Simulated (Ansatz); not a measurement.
# YTe: the change of formation energy and pressure with volume per atom

All results are calculated (Ansatz 0.2.0). Plane-wave density functional theory, PAW datasets, Gaussian smearing 0.05 eV: one cell in which all forces lie under 0.002 eV/angstrom; stress (xx yy zz yz xz xy) and pressure positive in compression; site moments are of spin alone; formation energy from the elements run alike, uncorrected.

Cell of the first row (space group Pm-3m, No. 221):
```
CELL_PARAMETERS angstrom
3.65480 0.00000 0.00000
0.00000 3.65480 0.00000
0.00000 0.00000 3.65480
ATOMIC_POSITIONS crystal
Y 0.00000 0.00000 0.00000
Te 0.50000 0.50000 0.50000
```

Settings of every row: paw set soft_2; functional PBEsol; spin treatment none; moment partition spheres; spin axis none; wave cutoff 420 eV; k mesh 8x8x8; SCF start atoms; lower state search light; symmetry use detected.

Atom first moment, atom hubbard u: 0 on all atoms.

Limits: no spin-orbit coupling, which can matter with elements this heavy; the cell comes from a prototype or a list of computed structures and needn't be the stable phase.

```
row  volume per atom (Å³)  formation energy (eV per atom)  pressure (GPa)  energy above relaxed cell (meV per atom)
  1                 24.41                               ?               ?                                         ?
  2                24.838                         -1.2539           3.154                                      9.66
  3                25.172                         -1.2593           2.058                                      4.31
  4                25.356                         -1.2613           1.487                                      2.31
  5                25.873                         -1.2636          -0.010                                         0
  6                26.391                         -1.2613          -1.363                                      2.25
  7                26.908                         -1.2549          -2.587                                      8.64
```

Question: what formation energy and pressure should row 1 give?

Worked fit of formation energy. Take u = (V_r/V)^(2/3) − 1 with V_r = 25.614 Å³ an atom, which is twice the finite (Eulerian) strain; such expansions in the strain, on which the Birch-Murnaghan equation of state is built, carry the rest volume and the bulk modulus. The shown rows have u = 0.02072, 0.01167, 0.00677, -0.00668, -0.01973, -0.03232. Least squares give formation energy = −1.26305 + 0.1701 × u + 13.071 × u² eV per atom; a straight line predicts inner rows, each left out in turn, worse (root mean square 0.0034 against 1.7e-05 eV per atom). All shown rows lie on it to the printed digit. The withheld row has u = 0.03262, so the fit gives −1.26305 + 0.1701 × (0.03262) + 13.071 × (0.03262)² = -1.2436 eV per atom.

The calculation gave -1.2436 eV per atom. The fit meets it to the printed digit. This row lies beyond the range of the fit.

Worked fit of pressure. Take u = (V_r/V)^(2/3) − 1 with V_r = 25.614 Å³ an atom, which is twice the finite (Eulerian) strain; such expansions in the strain, on which the Birch-Murnaghan equation of state is built, carry the rest volume and the bulk modulus. The shown rows have u = 0.02072, 0.01167, 0.00677, -0.00668, -0.01973, -0.03232. Least squares give pressure = 0.7203 + 111.149 × u + 292.17 × u² + 594 × u³ GPa; a parabola predicts inner rows, each left out in turn, worse (root mean square 0.0037 against 0.0012 GPa). The rows lie off it by 0.000, 0.000, 0.001, -0.001, 0.000, 0.000. The pressure vanishes at u = -0.0066, or V = 25.87 Å³ an atom, and there the bulk modulus at fixed shape and fractions is B = −V dP/dV = (2/3)(1 + u) dP/du = 71.1 GPa. The withheld row has u = 0.03262, so the fit gives 0.7203 + 111.149 × (0.03262) + 292.17 × (0.03262)² + 594 × (0.03262)³ = 4.677 GPa.

The calculation gave 4.682 GPa. The fit lies 0.005 GPa (0.069 % of the column's range) below it; its largest miss of a shown row is 0.001 GPa. This row lies beyond the range of the fit.

The other values of row 1: energy above relaxed cell 20.02 meV per atom.
